Q: The first gigapascal takes 1.4 % of the volume out of this antimony crystal. Would ninety gigapascals take ninety times as much?

A: That would be 90 × 1.41 % = 127 %, more than the whole crystal. The proportional law must therefore bend somewhere, and the useful question is what bends it. Here is how the computed crystal behaves.

Hexagonal close-packed antimony (two-atom cell, P6_3/mmc), relaxed under hydrostatic pressure with its symmetry kept, in Ansatz 0.2.0 with scalar-relativistic plane-wave PAW, PBEsol, no spin polarisation, a 420 eV cutoff and 0.1 eV Gaussian smearing. Changes are relative to the cell relaxed at zero pressure, with a = 3.315 Å, c = 5.496 Å and 26.15 Å³ per atom.

```
applied pressure (GPa)    k mesh  volume change (%)  enthalpy change (eV/atom)  a change (%)  c change (%)  energy change (meV/atom)
                    -1   15×15×8               1.52                     -0.164          0.47          0.57                       1.3
                     1   15×15×8              -1.41                      0.162         -0.43         -0.56                       1.1
                     4   15×15×8              -5.06                      0.635         -1.49         -2.16                      15.6
                    12   15×15×8             -12.30                      1.825         -4.07         -4.70                     106.8
                    25   15×15×8             -19.90                      3.599         -6.97         -7.45                     329.7
                    50   18×18×8             -28.81                      6.667        -10.23        -11.65                     855.8
                    90  18×18×10             -37.05                     11.018        -12.72        -17.36                    1770.8
```

Q: At 90 GPa it has lost 37 %. Doesn't the law bend simply because there is less crystal left to squeeze?

A: That is one part of it, so let us take it out. Define the stiffness as the pressure rise divided by the fractional loss of the volume that is present at that moment. This is the bulk modulus B:

B = −ΔP / Δ(ln V)

Here P is the pressure and V the volume. If B kept its starting value, equal steps of pressure would remove equal fractions of what remains. The loss would then stay below 100 %, but it would reach 73 % at 90 GPa, about twice the computed value.

Q: So the material itself becomes stiffer.

A: Yes, and at every step of the table. Between −1 and 1 GPa the bulk modulus is 68 GPa, and between 50 and 90 GPa it averages 325 GPa, nearly five times as much. The volume lost per gigapascal, counted in per cent of the starting volume, falls about sevenfold. Stiffening accounts for most of that, and the smaller remaining volume for the rest.

Q: Why should squeezing a metal make it stiffer?

A: Start from the limit of no pressure. The crystal is at rest there because two large tendencies cancel. The attraction between electrons and ions pulls the crystal together, while the kinetic energy of the electrons pushes it apart. A small change of volume upsets this balance in proportion to its size, so the response is linear, and one gigapascal costs about 1/68 of the volume.

Now go to the opposite limit of strong compression. Electrons confined to a length L have wavelengths that shrink with L, so their kinetic energy grows as 1/L². The Coulomb attraction grows only as 1/L. The repulsion therefore pulls ahead, and the further it is ahead, the more pressure the next per cent of volume costs. For a repulsive energy that follows a power of the volume and acts alone, the stiffness is simply proportional to the pressure.

Q: Where does the one limit pass into the other?

A: The ratio of the pressure to the starting bulk modulus tells you. At 1 GPa it is 1/68, and the linear law serves well. At 90 GPa it exceeds one, and the linear law is useless. For another simple solid I would ask first for its bulk modulus at zero pressure: a softer crystal enters the curved region at a lower pressure.

Q: Can those two energies alone give the curve?

A: Let us try. Write v for the volume divided by its value at zero pressure, V₀. Since L goes as the cube root of the volume, the energy is

E = K v^(−2/3) − C v^(−1/3)

where K and C are constants. The pressure is minus the slope of E with volume. It must vanish at v = 1, which requires C = 2K, and its slope there must give the starting bulk modulus B₀. Both constants are then fixed:

P = 3B₀ [v^(−5/3) − v^(−4/3)]

Take the row at 50 GPa, where v = 1 − 0.2881 = 0.7119. The two powers are 1.762 and 1.573, so

P = 3 × 68.3 GPa × (1.762 − 1.573) = 38.7 GPa

B₀ comes from the rows at −1 and 1 GPa only, so the 50 GPa row had no part in it.

Q: That is 23 % below the true pressure. Is the picture wrong?

A: It is right in direction and incomplete in strength. With constant stiffness the same volume would need only 23 GPa, so the model accounts for more than half of the extra pressure. At 90 GPa its shortfall has grown to 30 % of the applied pressure. The numbers thus call for a repulsion that rises more steeply than the kinetic energy of a uniform gas.

Theory offers a source for it. The outer electrons must keep their wave functions orthogonal to those of the inner shells, which acts as if the ion cores took up room. The cores hardly shrink, so the space between them closes faster than the total volume does. This is standard physics of solids under pressure, though the table does not separate the share of the cores from other corrections to the uniform gas.

Q: Is there a formula that I can use for intermediate pressures?

A: The Birch-Murnaghan curve, which writes the energy as a parabola in v^(−2/3) with a cubic correction. Its two constants were fitted to the six rows up to 50 GPa. For the volume of the 90 GPa row, which was kept out of the fit, it gives a pressure only 0.3 % above the applied one. The printed output below shows the fit beside the two simpler pictures.

Q: Why was the last row kept out?

A: Because the crystal changes its shape there. Look at the two edges: a lies within the close-packed planes, and c measures the stacking of the planes. At 90 GPa both would have shrunk by 14.3 % had the shape stayed fixed. In fact a has shrunk by 12.7 % and c by 17.4 %.

Q: How can the same pressure from all sides squeeze the edges differently?

A: Hydrostatic pressure makes the stresses equal, and the strains follow from the stiffness along each direction. In this structure each atom has twelve neighbours at nearly the same distance, so nearly equal strains are a fair first guess, although the symmetry does not demand them. Up to 25 GPa the ratio c/a indeed stays within 1 % of its starting value of 1.658. It is 1.632 at 50 GPa, close to the ideal 1.633 for stacked hard spheres, and then drops to 1.570 at 90 GPa.

Q: What drives that drop?

A: I can describe it better than explain it. At zero pressure the neighbours within a plane are slightly closer than those in adjacent planes; at 90 GPa the order is clearly reversed, with 2.89 Å within a plane and 2.82 Å between planes. A shift of electrons between bands could favour the flatter cell, but that is a guess. The k mesh, on which the electronic states are sampled, also changes at 50 and again at 90 GPa. I would repeat both pressures on one common mesh before giving the drop a physical cause.

Q: And yet the volume follows the smooth curve?

A: It does, because a faster fall of c is offset by a slower fall of a. There is also a general reason. At a given volume the relaxed shape is the one at which the energy is stationary, so a modest change of shape costs little energy. If that cost stays small as the volume changes, the pressure, which is the slope of the energy with volume, hardly changes either. The volume can then stay on a smooth curve while the edges leave theirs.

Q: The enthalpy hardly seems to notice the stiffening. It climbs almost in a straight line.

A: Consider the limit of a rigid crystal. The enthalpy is H = E + PV, and with E and V fixed it would rise in proportion to the pressure, reaching 14.7 eV per atom at 90 GPa. The real crystal gives way and reaches only 11.0 eV. At zero temperature the slope of H with pressure is the volume itself, so the line bends down exactly as the volume shrinks.

Q: How much of that enthalpy is stored in the crystal as energy?

A: At 4 GPa only about 2 %, and at 90 GPa about 16 %, or 1.8 eV per atom. The stored energy is the work of compression, the sum of pressure times volume loss along the way. It starts quadratically, since the first bit of volume is given up against almost no pressure. For the same reason the energy rises on both sides of zero pressure, by about 1 meV at −1 and at 1 GPa.

Q: Then does the steep rise of the enthalpy mean that the crystal becomes unstable?

A: No. It compares this structure with itself at zero pressure, whereas the preferred structure is found by comparing the enthalpies of different structures at the same pressure. Whether the crystal would distort by itself is a further question, which a relaxation at fixed symmetry cannot answer. Antimony at ordinary pressure is in fact rhombohedral, and here the relaxation was held to the hcp symmetry. Use these numbers for how an hcp packing of antimony atoms responds to pressure, and not as the compression curve of a piece of antimony in a press.

Printed output of the fit:

```
fit of P on 6 rows (P < 60): coefficient of g1 68.33 +/- 0.14, coefficient of g2 31.94 +/- 0.81; rms 0.0197, worst 12 0.0374, leave-one-out rms 0.0882
  rows outside the fit (model, value, miss): 90 90.27, 90, 0.273
Stiffness, steps counted from the row before:
  row  volume loss in % of start per GPa  mean bulk modulus of step in GPa  pressure at constant stiffness in GPa  pressure of electron gas model in GPa  Birch-Murnaghan pressure in GPa
   -1                                n/a                               n/a                                  -1.03                                 -1.007                          -0.9966
    1                              1.465                             68.29                                 0.9698                                 0.9907                            1.002
    4                              1.217                             79.52                                  3.546                                  3.833                            3.985
   12                              0.905                             100.9                                  8.963                                  10.91                            12.04
   25                             0.5846                             143.4                                  15.15                                  21.14                            24.97
   50                             0.3564                               212                                  23.21                                  38.66                            50.01
   90                              0.206                             325.2                                  31.61                                  63.35                            90.27
Shape and energy:
  row    c/a  length change at fixed shape in %  neighbours in plane in A  neighbours between planes in A  PV in eV/atom  P times start volume in eV/atom  energy from pressure fit in meV/atom
   -1   1.66                             0.5041                     3.331                           3.367        -0.1657                          -0.1632                                 1.254
    1  1.656                            -0.4722                     3.301                           3.331         0.1609                           0.1632                                 1.138
    4  1.647                             -1.716                     3.266                           3.284         0.6199                           0.6529                                  15.7
   12  1.647                             -4.281                      3.18                           3.198          1.718                            1.959                                 107.2
   25  1.649                              -7.13                     3.084                           3.105          3.269                            4.081                                 330.8
   50  1.632                             -10.71                     2.976                           2.974           5.81                            8.162                                 859.4
   90   1.57                              -14.3                     2.893                           2.819          9.248                            14.69                                  1778
Bulk modulus from the rows at -1 and 1 GPa, in GPa: 68.29
Pressure derivative of the bulk modulus in the fit: 4.467
Bulk modulus of the last step over that of the first: 4.762
Volume loss at 90 GPa if stiffness stayed constant, in %: 73.23
Share of PV in the enthalpy change at 4 GPa, in %: 97.62
Share of PV in the enthalpy change at 90 GPa, in %: 83.94
Enthalpy at 90 GPa below that of a rigid crystal, in eV/atom: 3.673
Start c/a: 1.658
Ideal c/a of hard spheres: 1.633
Start distance between planes, in A: 3.349
Shrinkage of c over that of a from 50 to 90 GPa, logarithmic: 2.375
```
